\section*{Constriction resistance of isothermal circular and elliptical contacts}

\subsection*{1. Premises}
A solid fills the half-space $z>0$. Conduction is steady and obeys Fourier's law with a constant, isotropic conductivity $k$. There are no internal sources. The excess temperature is $\theta=T-T_\infty$. The contact area $S$ in the plane $z=0$ is held at $\theta_0$, and the rest of the plane is adiabatic:
\begin{equation}
\nabla^2\theta=0,\qquad \theta=\theta_0 \text{ on } S,\qquad \partial_z\theta=0 \text{ on } z=0 \text{ outside } S,\qquad \theta=O(1/\rho) \text{ as } \rho\to\infty ,
\label{bvp}
\end{equation}
where $\rho$ is the distance from the contact centre. The flux into the solid is $q=-k\,\partial_z\theta|_{z=0}$, the heat flow is $Q=\int_S q\,dA$, and the constriction resistance of this one half-space is $R=\theta_0/Q$, in K/W.

\emph{Uniqueness.} Admit bounded fields whose gradient grows no faster than $d^{-1/2}$ at distance $d$ from the rim. Let $w$ be the difference of two solutions. Green's identity gives $\int|\nabla w|^2dV=\oint w\,\partial_n w\,dA$. The integrand vanishes on $S$ ($w=0$) and on the adiabatic plane. A large hemisphere contributes $O(1/\rho)$, and a tube of radius $d$ round the rim contributes $O(d^{1/2})$. Hence $\nabla w=0$ and $w=0$. Any admissible field that satisfies \eqref{bvp} is the solution.

\emph{Source representation.} The field $Q/(2\pi k\rho)$ is harmonic, has $\partial_z\theta=0$ on the plane away from the origin, and carries $Q$ through every hemisphere. Superposing such sources,
\begin{equation}
\theta(\mathbf r)=\frac{1}{2\pi k}\int_S\frac{q(\mathbf r')\,dA'}{|\mathbf r-\mathbf r'|}.
\label{green}
\end{equation}
This meets every condition of \eqref{bvp} except $\theta=\theta_0$ on $S$, which fixes $q$.

\subsection*{2. Disc of radius $a$}
The functions $e^{-\lambda z}J_0(\lambda r)$ are harmonic by Bessel's equation. Try
\begin{equation}
\theta(r,z)=C\int_0^\infty \frac{\sin\lambda a}{\lambda}\,e^{-\lambda z}J_0(\lambda r)\,d\lambda .
\label{trial}
\end{equation}
One integral is needed. Insert $J_0(x)=\pi^{-1}\int_0^\pi e^{ix\cos\phi}d\phi$ and integrate over $\lambda$ for real $s>0$. The imaginary part is odd about $\phi=\pi/2$ and drops out, and $\tau=\tan\phi$ gives
\begin{equation}
\int_0^\infty e^{-\lambda s}J_0(\lambda r)\,d\lambda=\frac1\pi\int_0^\pi\frac{s\,d\phi}{s^2+r^2\cos^2\phi}
=\frac{2}{\pi}\int_0^\infty\frac{s\,d\tau}{s^2+r^2+s^2\tau^2}=\frac{1}{\sqrt{s^2+r^2}} .
\label{lap}
\end{equation}
The first and last members are analytic for $\operatorname{Re}s>0$, where $s^2+r^2$ avoids the negative real axis, so their equality holds there with the principal root. Put $s=z-it$ with $t>0$. As $z\to0^+$, $s^2+r^2\to r^2-t^2-i0$. The right side of \eqref{lap} therefore tends to $(r^2-t^2)^{-1/2}$ for $t<r$ and to $i\,(t^2-r^2)^{-1/2}$ for $t>r$.

\emph{Surface temperature.} Write $\sin\lambda a/\lambda=\int_0^a\cos\lambda t\,dt$ and $e^{-\lambda z}\cos\lambda t=\operatorname{Re}e^{-\lambda(z-it)}$:
\begin{equation}
\theta=C\int_0^a \operatorname{Re}\frac{1}{\sqrt{r^2+(z-it)^2}}\,dt .
\label{line}
\end{equation}
Since $|r^2+(z-it)^2|=|r+t+iz|\,|r-t-iz|\ge|r^2-t^2|$, the integrand is dominated by an integrable function and the limit $z\to0^+$ may be taken inside:
\begin{equation}
\theta(r,0)=C\int_0^{\min(a,r)}\frac{dt}{\sqrt{r^2-t^2}}=
\begin{cases}C\pi/2, & r<a,\\ C\arcsin(a/r), & r>a.\end{cases}
\end{equation}
The disc is isothermal, with $C=2\theta_0/\pi$.

\emph{Surface flux.} Differentiate \eqref{trial} and use \eqref{lap} at $s=z-ia$:
\begin{equation}
q(r)=kC\lim_{z\to0^+}\operatorname{Im}\frac{1}{\sqrt{r^2+(z-ia)^2}}=
\begin{cases}\dfrac{2k\theta_0}{\pi\sqrt{a^2-r^2}}, & r<a,\\[2mm] 0,& r>a.\end{cases}
\end{equation}
The plane outside the disc is adiabatic. Far away \eqref{line} tends to $Ca/\rho$, and the rim singularity is $d^{-1/2}$, so \eqref{trial} is the solution. With $\int_0^a r\,dr/\sqrt{a^2-r^2}=a$, the heat flow is $Q=4ka\theta_0$:
\begin{equation}
R=\frac{1}{4ka},\qquad q(r)=\frac{Q}{2\pi a\sqrt{a^2-r^2}} .
\label{disc}
\end{equation}
The flux at the centre is half the mean flux $Q/\pi a^2$. The fraction of $Q$ entering inside radius $r$ is $1-\sqrt{1-r^2/a^2}$.

\emph{Axis.} At $r=0$ the integrand of \eqref{line} is $\operatorname{Re}(z-it)^{-1}=z/(z^2+t^2)$, so
\begin{equation}
\theta(0,z)=\frac{2\theta_0}{\pi}\arctan\frac{a}{z}.
\label{axis}
\end{equation}
Half of $\theta_0$ is lost within the depth $z=a$.

\subsection*{3. Ellipse with semi-axes $a\ge b$}
Conventions: $g(x,y)=1-x^2/a^2-y^2/b^2$, eccentricity $e=\sqrt{1-b^2/a^2}$, and
\begin{equation}
K(e)=\int_0^{\pi/2}\frac{d\psi}{\sqrt{1-e^2\sin^2\psi}} ,
\end{equation}
so $e$ is the modulus and the parameter is $m=e^2$. Guided by \eqref{disc}, try $q=q_0/\sqrt g$ in \eqref{green}.

Take any point $P=(x,y)$ inside the ellipse as the origin of polar coordinates. Then $dA'/|\mathbf r-\mathbf r'|=ds\,d\phi$. Join opposite rays into full chords, with $0\le\phi<\pi$ and signed $s$. On the chord $(x+s\cos\phi,\;y+s\sin\phi)$, $g$ is a quadratic in $s$ that vanishes at the two ends $s_-<0<s_+$:
\begin{equation}
g=A(\phi)\,(s-s_-)(s_+-s),\qquad A=\frac{\cos^2\phi}{a^2}+\frac{\sin^2\phi}{b^2}.
\end{equation}
The substitution $s=\tfrac12(s_++s_-)+\tfrac12(s_+-s_-)\sin\chi$ gives $\int_{s_-}^{s_+}ds/\sqrt{(s-s_-)(s_+-s)}=\pi$ for every chord. Thus
\begin{equation}
\theta(P)=\frac{q_0}{2k}\int_0^\pi\frac{d\phi}{\sqrt{A}}
=\frac{q_0}{k}\int_0^{\pi/2}\frac{ab\,d\psi}{\sqrt{a^2\cos^2\psi+b^2\sin^2\psi}}=\frac{q_0\,b\,K(e)}{k},
\end{equation}
with $\psi=\pi/2-\phi$ and $a^2\cos^2\psi+b^2\sin^2\psi=a^2(1-e^2\sin^2\psi)$. The result does not depend on $P$, so the trial flux is the solution. The scaling $x=aw\cos\phi$, $y=bw\sin\phi$ gives $Q=2\pi ab\,q_0\int_0^1w\,dw/\sqrt{1-w^2}=2\pi ab\,q_0$. Therefore
\begin{equation}
R=\frac{K(e)}{2\pi ka},\qquad q=\frac{Q}{2\pi ab\sqrt{1-x^2/a^2-y^2/b^2}} .
\label{ell}
\end{equation}
At $e=0$, $K=\pi/2$ and \eqref{disc} returns.

\subsection*{4. Field in the solid}
Let $\xi\ge0$ be the largest root of $\sum_i x_i^2/A_i=1$, with $x_i=(x,y,z)$ and $A_i=(a^2+\xi,\;b^2+\xi,\;\xi)$. Surfaces of constant $\xi$ are confocal ellipsoids, and $\xi=0$ is the contact. Define $S_n=\sum_i x_i^2/A_i^n$. One derivative of the defining equation gives $2x_i/A_i=S_2\,\partial_i\xi$, so $|\nabla\xi|^2=4/S_2$. Differentiate again with respect to $x_i$ and sum:
\begin{equation}
\sum_i\frac{2}{A_i}-\frac{4S_3}{S_2}=\nabla S_2\cdot\nabla\xi+S_2\nabla^2\xi,\qquad
\nabla S_2\cdot\nabla\xi=\frac{4S_3}{S_2}-2S_3|\nabla\xi|^2=-\frac{4S_3}{S_2}.
\end{equation}
Hence $\nabla^2\xi=\tfrac12|\nabla\xi|^2\sum_i A_i^{-1}$. A function $G(\xi)$ has $\nabla^2G=G''|\nabla\xi|^2+G'\nabla^2\xi$ and is harmonic when $G''/G'=-\tfrac12\sum_iA_i^{-1}$, that is $G'\propto(A_1A_2A_3)^{-1/2}$. The decaying solution is
\begin{equation}
\theta=\frac{Q}{4\pi k}\,G(\xi),\qquad G(\xi)=\int_\xi^\infty\frac{dt}{\sqrt{t(a^2+t)(b^2+t)}}=2\int_{\sqrt\xi}^\infty\frac{du}{\sqrt{(u^2+a^2)(u^2+b^2)}} .
\label{field}
\end{equation}
The prefactor follows from $G\to2/\rho$ and the far field $Q/(2\pi k\rho)$ of \eqref{green}. The field is constant on the contact. Outside it $\xi$ is smooth and even in $z$, so the plane is adiabatic. The substitution $u=b\tan\psi$ gives $G(0)=2K(e)/a$, which reproduces $R$ of \eqref{ell}. Just inside the solid under the contact, $\xi\simeq z^2/g$ and $G\simeq G(0)-2z/(ab\sqrt g)$, which reproduces $q$.

On the axis $\xi=z^2$. For the disc $G=(2/a)\arctan(a/\sqrt\xi)$, which contains \eqref{axis}. The map $u\to ab/u$ leaves the last integrand times $du$ unchanged in size and exchanges $(0,\sqrt{ab})$ with $(\sqrt{ab},\infty)$. For any ellipse, $\theta=\theta_0/2$ at the depth $z=\sqrt{ab}$ on the axis.

\subsection*{5. Limits and bounds}
\emph{Fixed area.} Write $K/a=\int_0^{\pi/2}D^{-1/2}d\psi$ with $D=a^2\cos^2\psi+b^2\sin^2\psi$. The substitution $\tau=\tan\psi$ gives $\int_0^{\pi/2} d\psi/D=\pi/(2ab)$. The Cauchy--Schwarz inequality gives $(K/a)^2\le(\pi/2)\,\pi/(2ab)$, so $R\le1/(4k\sqrt{ab})$. Among ellipses of one area the disc has the largest resistance. Expanding the integrand of $K$ termwise,
\begin{equation}
4k\sqrt{ab}\,R=\Big(1+\frac{e^2}{4}+\frac{9e^4}{64}+\dots\Big)\Big(1-\frac{e^2}{4}-\frac{3e^4}{32}-\dots\Big)=1-\frac{e^4}{64}+O(e^6).
\end{equation}
Mild ellipticity hardly matters.

\emph{Slender contact, $b\ll a$.} By the symmetry above, $K=2a\int_0^{\sqrt{ab}}du/\sqrt{(u^2+a^2)(u^2+b^2)}$. There $u^2\le ab\ll a^2$. Expanding $(u^2+a^2)^{-1/2}$ gives $K\simeq2\,[\operatorname{arsinh}\sqrt{a/b}-b/4a]$. Since $\operatorname{arsinh}X=\ln2X+1/(4X^2)+\dots$, the terms in $b/a$ cancel:
\begin{equation}
R\simeq\frac{\ln(4a/b)}{2\pi ka},
\end{equation}
with a remainder in $K$ of order $(b/a)^2\ln(a/b)$.

\emph{Uniform flux.} For constant $q$ on the disc, the chord form of \eqref{green} is $\theta(P)=(q/2\pi k)\int_0^\pi L\,d\phi$, with $L$ the chord length through $P$. At fixed $\phi$, label chords by their offset $p$ from the centre, so that $L=2\sqrt{a^2-p^2}$ and $\int_S L\,dA=\int_{-a}^aL^2dp=16a^3/3$. The mean temperature is $8qa/(3\pi k)$. Dividing by $Q=\pi a^2q$,
\begin{equation}
R_u=\frac{8}{3\pi^2ka}=\frac{32}{3\pi^2}\,\frac{1}{4ka}=1.081\,\frac{1}{4ka}.
\end{equation}

\emph{Boundary resistance.} Let an isothermal tip at $\theta_t$ touch the disc through a uniform resistance $R_b$ per unit area, in m$^2$K/W, so that $R_bq+\theta=\theta_t$ on $S$. Define $W[q]=\int_S(R_bq^2+q\,\theta[q])\,dA$, with $\theta[q]$ from \eqref{green}. It is a symmetric quadratic form, and it is non-negative because $\int_Sq\theta\,dA=k\int|\nabla\theta|^2dV$. For the true $q$ and any $\delta$ with $\int_S\delta\,dA=0$, $W[q+\delta]=W[q]+2\theta_t\int_S\delta\,dA+W[\delta]\ge W[q]=\theta_tQ=R_{\rm tot}Q^2$. The true flux minimises $W$ at fixed $Q$. The uniform trial flux gives an upper bound. Minimising the two terms separately gives a lower bound, using $\int q^2dA\ge Q^2/\pi a^2$ and the case $R_b=0$:
\begin{equation}
\frac{1}{4ka}+\frac{R_b}{\pi a^2}\le R_{\rm tot}\le\frac{8}{3\pi^2ka}+\frac{R_b}{\pi a^2}.
\label{bounds}
\end{equation}

\subsection*{6. Range of validity}
Sizes are given for the disc, relative to $1/(4ka)$. For a moderate ellipse replace $a$ by $\sqrt{ab}$ as an estimate.
\begin{enumerate}
\item \emph{Isothermal contact.} If the second body is also a half-space, of conductivity $k_t$, both sides carry the flux shape \eqref{disc}, flux continuity holds point by point, and $R=1/(4ka)+1/(4k_ta)$ exactly. A tip is narrower. Model it as the flux tube of a disc of radius $c>a$ that stands on the circle $r=a$. Its wall is adiabatic. It carries the fraction $1-\sqrt{1-a^2/c^2}$, which far away, where the flow is radial and isotropic, fills a cone of half-angle $\alpha$ with fraction $1-\cos\alpha$. So $c=a/\sin\alpha$ and
\begin{equation}
R_t=\frac{1}{4k_tc\,(1-\cos\alpha)}=\frac{\cot(\alpha/2)}{4k_ta}.
\end{equation}
The relative size is $(k/k_t)\cot(\alpha/2)$. It must be small, since the two flux shapes now differ and the contact departs from uniform temperature at this order.
\item \emph{Interface.} The term $R_b/\pi a^2$ has relative size $4kR_b/(\pi a)$. The rim divergence of $q$ is unphysical: $q\le\theta_t/R_b$, and the profile is rounded over a width of order $kR_b$.
\item \emph{Diffusive transport.} Carrier mean free paths $\ell$ in both bodies must be small against $b$. Corrections are of order $\ell/b$.
\item \emph{Thick sample.} For a slab of thickness $H\gg a$ on an isothermal base, images of sign $(-1)^n$ at $z=2nH$, $n=\pm1,\pm2,\dots$, shift the contact temperature uniformly by $(Q/2\pi k)\sum_{n\ge1}(-1)^n/(nH)=-Q\ln2/(2\pi kH)$. The relative change is $-(2\ln2/\pi)\,a/H=-0.441\,a/H$. A film with $H\lesssim a$ lies outside the theory.
\item \emph{Steady state.} With diffusivity $\kappa=k/C_v$ ($C_v$ the heat capacity per volume), a constant source switched on at $t=0$ gives $(Q/2\pi k\rho)\operatorname{erfc}(\rho/2\sqrt{\kappa t})$, which solves the heat equation. For $\rho\ll\sqrt{\kappa t}$ it falls short of the steady field by $Q/(2\pi k\sqrt{\pi\kappa t})$, a relative amount $2a/(\pi^{3/2}\sqrt{\kappa t})$.
\item \emph{Adiabatic surface.} Radiation enters through $h_ra/k$ with $h_r\le4\sigma T^3$. A gas of conductivity $k_g$ opens a parallel path across the wedge of angle $\beta=\pi/2-\alpha$ under the flank. With arcs of length $\beta r$ as flux lines, the flux is about $k_g\theta_0/(\beta r)$, and a hot flank of length $L_f$ has a conductance of order $2\pi k_gL_f/\beta$.
\item \emph{Constant $k$.} This premise can be lifted. The Kirchhoff variable $\Phi=\int_{T_\infty}^Tk\,dT'$ is harmonic with the same type of boundary conditions, so $R$ holds with $k$ averaged over the temperature interval.
\end{enumerate}

\subsection*{7. Illustration: tungsten probe tip on fused silica}
Inputs, typical or approximate values near 300 K: silica $k=1.4$ W/(m\,K), $C_v=1.6\times10^6$ J/(m$^3$K), mean sound speed $v=4\times10^3$ m/s; tungsten $k_t=170$ W/(m\,K), electron mean free path about 20 nm; clean metal--oxide interface $R_b=1\times10^{-8}$ m$^2$K/W. Assumed: vacuum, $\theta_0=10$ K, $\alpha=30^\circ$, a plate with $H=1$ mm, and two contacts of equal area.
\begin{center}
\begin{tabular}{lcc}
\hline
 & disc & ellipse\\
$a$, $b$ ($\mu$m) & 1.0, 1.0 & 2.0, 0.5\\
$K(e)$ & 1.571 & 2.801\\
$R$ ($10^5$ K/W) & 1.8 & 1.6\\
$Q$ ($\mu$W) & 56 & 63\\
centre flux (MW/m$^2$) & 8.9 & 10\\
$\theta$ on axis at 1 $\mu$m (K) & 5.0 & 5.0\\
$\theta$ on axis at 10 $\mu$m (K) & 0.63 & 0.71\\
\hline
\end{tabular}
\end{center}
The ellipse has $e^2=0.9375$. Its resistance is $K/\pi=0.89$ of that of the disc. The slender form $\ln16=2.773$ lies 1.0 per cent below $K$.

Neglected terms for the disc. The tip adds $R_t=5.5\times10^3$ K/W, a relative 0.031. The interface term is $3.2\times10^3$ K/W, a relative 0.018, and \eqref{bounds} puts the full effect of $R_b$ between 2 and 10 per cent. The rounding width is $kR_b=14$ nm, and the ideal profile sends 17 per cent of $Q$ through a rim strip that wide, so the local flux is less reliable than $R$. The kinetic estimate $\ell=3k/(C_vv)$ gives 0.7 nm in silica, and $\ell/a=0.02$ in the tip. The plate thickness changes $R$ by a relative $-4\times10^{-4}$. The transient deficit at 1 ms is 0.012. With $h_r\le6$ W/(m$^2$K), $h_ra/k\le4\times10^{-6}$. Adding $R_t$ to both bounds as an estimate, the model's resistance from the tip shank to the far silica is $1.9$ to $2.0\times10^5$ K/W.

The same premises fail in three nearby cases. At $a=50$ nm the interface term has relative size 0.36. In air, with $k_g\approx0.026$ W/(m\,K), a flank of only $L_f=10$ $\mu$m already conducts about 0.3 of $4ka$. On silicon, with $k\approx150$ W/(m\,K), the tip and interface terms of the 1 $\mu$m disc are 3.3 and 1.9 times $1/(4ka)$.

These numbers are the model's, for full contact over the assumed area. As typical knowledge, a pressed tip touches over part of its nominal area and carries a surface oxide, so in vacuum its resistance lies above the model's, by tens of per cent and up to several-fold at light load. In air the gas path and an adsorbed water bridge move the apparent resistance below the model's, several-fold for a long heated shank.